**Problem: choosing a level of theory for M³⁺ → M⁴⁺ in the 3d row**

The table gives the energy needed to remove an electron from the free ions Ti³⁺ to Cu³⁺, first at CASSCF with only the five 3d orbitals active, then with second-order correlation added (SS-CASPT2, below PT2). Each ion starts as 3d$^n$ with $n = Z - 21$ and loses one d electron. The columns "level before" and "level after" name the lowest computed level of each ion as $^{2S+1}L_J$, with total spin $S$, orbital momentum $L$ and total momentum $J$. Both energy columns include spin-orbit coupling, and the "spin-orbit share" is the part of the PT2 value that it adds. Errors are taken against NIST values, which are measured for Ti, V and Fe and semi-empirical for the other five elements.

OpenMolcas 26.06, state-averaged CASSCF and SS-CASPT2 (3s and 3p correlated, IPEA shift 0.25 Ha, imaginary shift 0.1 Ha), 3d shell active, orbitals optimised for the ground spin, ANO-R3 basis, X2C, finite nucleus. Ionisation energies of free 3d-row ions from charge +3 to +4, between the lowest computed levels, with spin-orbit coupling by RASSI (atomic mean-field integrals).

```tsv
element	Z	level before	level after	CASSCF (eV)	SS-CASPT2 (eV)	spin-orbit share (eV)
Ti	22	2D3/2	1S0	42.23	43.14	0.03
V	23	3F2	2D3/2	45.80	46.77	0.01
Cr	24	4F3/2	3F2	48.05	49.06	-0.01
Mn	25	5D0	4F3/2	50.22	51.48	-0.03
Fe	26	6S5/2	5D0	53.69	55.03	-0.10
Co	27	5D4	6S5/2	49.22	51.43	0.07
Ni	28	4F9/2	5D4	52.98	55.27	0.04
Cu	29	3F4	4F9/2	55.04	57.59	-0.02
```

### (a) Does CASSCF get the shape of the series, and why?

Explain the uneven rise and the fall from Fe to Co, and decide whether the lowest level can be trusted for them.

**Solution.** The ground term of each d$^n$ ion has the highest spin and, within it, the highest $L$, and it occurs only once in its configuration. A CI among d orbitals therefore has nothing to mix it with. This d-only CASSCF is in effect Hartree–Fock for the term, with state-averaged orbitals. It holds the Coulomb and exchange repulsion of the d electrons in full and no dynamic correlation.

That repulsion is written with the Racah parameters: $A$ is the part common to every pair, while $B$ and $C$ carry the dependence on orbital arrangement and on spin. The standard Hund-term energies on either side of half filling are

$$E(d^4)=6A-21B,\qquad E(d^5)=10A-35B,\qquad E(d^6)=15A-35B+7C .$$

Removing an electron from d⁵ relieves $4A-14B$ of repulsion, and removing it from d⁶ relieves $5A+7C$. The more repulsion is relieved, the cheaper the ionisation. Doing this for each $n$, and taking the nuclear attraction together with the $A$ terms as a straight line in $n$, gives

$$I(n)=a+bn+B\,k(n)-7C\,[n>5],\qquad k=0,\,8,\,7,\,6,\,14,\,0,\,8,\,7,$$

where the bracket is 1 for Co, Ni and Cu and 0 otherwise.

The integers have a plain meaning. Up to d⁵ the departing electron loses exchange with one more parallel partner at each step, which adds a steady slope to $k$. The sixth electron must take the opposite spin, has no parallel partner, and leaves easily; the count then starts again. On top of this, the F terms of d², d³, d⁷ and d⁸ lie below the mean of their high-spin states. Leaving an F term for a D term (V, Ni) costs extra, arriving at one from a D term (Mn) costs less, and so the steps run large, small, small, large.

The four constants were fitted by linear least squares to all eight CASSCF values with the spin-orbit share subtracted, the share being nearly the same at both levels. The fit gives $b = 2.35$, $B = 0.161$ and $C = 0.675$ eV, a ratio $C/B$ near 4 as is usual for 3d ions. The step from Fe to Co then follows as

$$b-14B-7C = 2.35-2.25-4.73=-4.63\ \text{eV},$$

against a spin-free table step of $-4.47-(0.07+0.10)=-4.64$ eV. Both rows were fitted and $C$ is fixed largely by this step, so the match shows consistency and predicts nothing.

The rms misfit is 0.05 eV, ten times the rounding of a table entry, with Co the worst row; holding $B$ and $C$ constant along a contracting shell is a likely source, though this was not tested. Counting parallel partners alone, a line plus one step, leaves 0.39 eV, so the orbital part of $k$ is needed. The algebra is built into CASSCF, and the fit only identifies what the calculation is doing. That the fall belongs to the electron count is shown directly by the same runs: the PT2 fall moves to Mn→Fe from charge +2 (3.32 eV) and to Co→Ni from charge +4 (3.80 eV), in each case where the starting ion goes from d⁵ to d⁶.

Against NIST, CASSCF has the right sign for all seven steps, and six of them agree within 0.40 eV. PT2 does no better than 0.37 eV on those six, so within each half of the row the cheap level already gives the pattern. The exception is the fall itself, 4.47 eV at CASSCF against 3.64 eV from NIST. The shape can be trusted, the depth of the break cannot.

### (b) What does PT2 add, and could a shift replace it?

Account for the difference between the two energy columns, test whether a constant correction to CASSCF would serve, and state the accuracy that PT2 reaches.

**Solution.** Every CASSCF value lies below NIST, on average by 1.45 eV or 2.8 % of the reference. The sign follows from theory: the 3+ ion has one electron more, so it has more correlation energy to lose when correlation is omitted. PT2 raises every row, by 1.10 eV on average for Ti–Fe and by 2.35 eV for Co–Cu. The gain comes in two groups, and this is what decides the choice of level.

Titanium isolates the first contribution. Ti³⁺ has a single d electron with no d partner, so its gain of 0.91 eV can come only from correlating the 3s and 3p shells, which share their radial region with 3d. A PT2 run with those shells frozen would, by this argument, add essentially nothing for Ti. They belong in the correlated space from the start.

The second contribution depends on spin, and helium is the simpler system that shows why. In the 1s² ground state the two opposite-spin electrons are not kept apart by antisymmetry, and Hartree–Fock misses roughly 1 eV (a rough recalled size). In the 1s2s triplet the wavefunction vanishes where the electrons meet, and far less is missed. The analogy holds for the Fermi hole only: the helium triplet electrons also sit at different radii, whereas all d electrons share one radial shell, so the contrast between the two kinds of pair is milder here.

Up to d⁵ the departing electron has $p = n-1$ same-spin partners and no others, while from d⁶ on it has $p = n-6$ and five of opposite spin. This suggests

$$\Delta = \Delta_0 + e\,p + s\,[n>5]$$

for the gain $\Delta$ of PT2 over CASSCF. Linear least squares on all eight rows gives $\Delta_0 = 0.85$, $e = 0.124$ and $s = 1.38$ eV, with an rms misfit of 0.05 eV. A gain simply linear in $n$ fits four times worse, so the numbers show a step at d⁶; that opposite-spin pairs cause it is the standard argument above.

For Fe the model gives $0.85+4(0.124)=1.35$ eV and for Co $0.85+1.38=2.23$ eV, against $55.03-53.69=1.34$ and $51.43-49.22=2.21$ in the table; both rows were in the fit. The jump of 0.87 eV between them is by arithmetic the amount by which CASSCF deepens the fall relative to PT2. Hartree–Fock overcharges the first opposite-spin electron for its repulsion and lets it go too cheaply.

Shared among five partners, the step is about twice the same-spin constant per partner. That ratio is nominal. All three late rows have the same five partners, so only the total step is determined, and $e$ also absorbs any drift of the 3s3p part with $Z$. It holds PT2's own error too: from Ti to Fe the gain rises by 0.43 eV, while the gap between CASSCF and NIST rises by only 0.18 eV.

A single shift therefore fails. Adding 1.45 eV to every CASSCF value leaves an rms error of 0.53 eV against NIST and 0.89 eV in the worst row. Separate shifts for Ti–Fe and Co–Cu bring the rms down to 0.13 eV, but they were fitted to the very values they are judged by, and the Co–Cu shift rests wholly on semi-empirical references. They beat the unfitted PT2 rms of 0.20 eV only after the fact, and they do not carry over: from charge +2 the CASSCF value for Cu lies 2.78 eV below its measured reference, against a Co–Cu shift of 2.11 eV.

PT2, with nothing fitted to these data, has a mean absolute error of 0.17 eV (0.3 % of the reference) and a worst case of +0.35 eV at Ni. It lies too high in six rows and too low at Ti and Cr. The sign at Ti is systematic: the d¹→d⁰ ionisations of V to Fe in the same runs, which have no d–d pair, also fall 0.14 to 0.29 eV below measured values. Since five references are semi-empirical, the ionisation from charge +2 in the same runs is a useful check, because there all but Co are measured. It shows the same tendency: too high everywhere except Fe, by 0.20 eV on average and 0.44 eV at Cu. The overshoot may come from second-order overcorrection of d–d pairs, from the IPEA shift or from the single d shell in the active space; this is a guess, since none of these settings was varied.

The basis is not uniform, and this bites at the 0.1 eV level. Cr has one g set and no h set where the other elements have two g sets and one h set; Mn and Co also carry one more s function. For the d¹→d⁰ ionisation in the same runs the PT2 gain is 0.79 eV at Cr, between 0.92 at V and 0.87 at Mn, a dip of about 0.10 eV. The d³→d² ionisation of the Cr row shows the same dip: its gain of 1.01 eV lies below both 1.2 for V²⁺ and 1.05 for Mn⁴⁺, about 0.1 eV under their mean. That the basis is the cause remains an inference, since Cr was not rerun in the larger set. The small difference between the V→Cr and Cr→Mn steps should for that reason be given no meaning.

### (c) Is spin-orbit coupling needed, and which level suits which purpose?

Explain the size and signs of the spin-orbit share, then weigh each level against its cost.

**Solution.** Within a term the first-order energy is $\tfrac{\lambda}{2}[J(J+1)-L(L+1)-S(S+1)]$ with $\lambda=\pm\zeta/2S$, where $\zeta$ is the one-electron 3d coupling constant and the sign is positive below half filling. The lowest level has $J=L-S$ below half filling and is lowered by $\zeta(L+1)/2$; above it $J=L+S$ and the lowering is $\zeta L/2$. Calling the coefficient $c$, the share is

$$c(n)\,\zeta_{3+}-c(n-1)\,\zeta_{4+},\qquad c(0\ldots 8)=0,\ 1.5,\ 2,\ 2,\ 1.5,\ 0,\ 1,\ 1.5,\ 1.5 .$$

Both ions are lowered, so most of the effect cancels. The cancellation fails where one partner is an S term with $c=0$: at Ti, where $\zeta$ is still small, and at Fe and Co, which hold the two largest shares.

A nonlinear least-squares fit to all eight shares used $\zeta_{3+}=0.020\,(Z/22)^{6.4}$ eV and $\zeta_{4+}=1.11\,\zeta_{3+}$. For Fe, a fitted row, $\zeta_{3+}=0.020\times 2.9=0.058$ eV and the share is $0-1.5\times1.11\times0.058\approx-0.10$ eV, as tabulated. The misfit stays within the rounding in every row. Where one ion has $c=0$ the unrounded shares give $\zeta$ directly, 0.019 eV for Ti³⁺ and 0.067 eV for Fe⁴⁺, near the fitted 0.020 and 0.064. The exponent is only an effective one for this range, and the coupling is part of the calculation, so the fit explains the signs without testing them.

Averaged over the row, spin-orbit coupling changes nothing that the table can resolve: the mean absolute PT2 error is 0.18 eV without it and 0.17 eV with it. It matters at the break, where the shares have opposite sign and reduce the fall from 3.77 to 3.60 eV, close to the NIST value. That agreement concerns one step, profits from Fe and Co being too high by similar amounts, and leans on a semi-empirical Co value. Co by itself moves away from its reference when the coupling is added.

Costs follow from counting. The active space never exceeds 252 determinants, so the CI part of CASSCF is trivial. PT2 excites pairs from nine orbitals (3s, 3p, 3d) into some eighty empty ones (about sixty for Cr), of order $10^5$ to $10^6$ amplitudes, and this is repeated for each component of each term; by this count it should dominate, and it grows steeply with the basis. The spin-orbit step diagonalises a matrix no larger than the determinant space and adds little to either level.

The three levels then sort by the accuracy wanted. CASSCF serves for the pattern of steps within one half of the row, but its values are 0.91 to 2.34 eV low and it should not be used to compare ions across d⁵/d⁶. PT2 with 3s3p correlated serves where 0.2 eV typical error is acceptable, with or without spin-orbit coupling. The worst case is 0.35 eV in this table, but 0.44 eV from Cu²⁺ and 0.68 eV from Cu⁴⁺, the last against a semi-empirical value. The coupling is required to name a level by its $J$ and for differences that involve a d⁵ ion, and it is cheap enough to keep.

Accuracy of 0.1 eV is not reached across the row. At that scale the PT2 bias, the uneven basis and the averaging of each term over components that CASPT2 does not keep degenerate all enter, and most of the references cannot arbitrate. The advice also holds only for ions whose low states are pure d$^n$, as these are; a single-shell space misplaces d$^n$s² against d$^{n+1}$s where 4s competes. The working rule is to count the opposite-spin partners of the departing electron: if that count differs among the ions being compared, use PT2 with the 3s3p shells correlated and one basis size throughout.
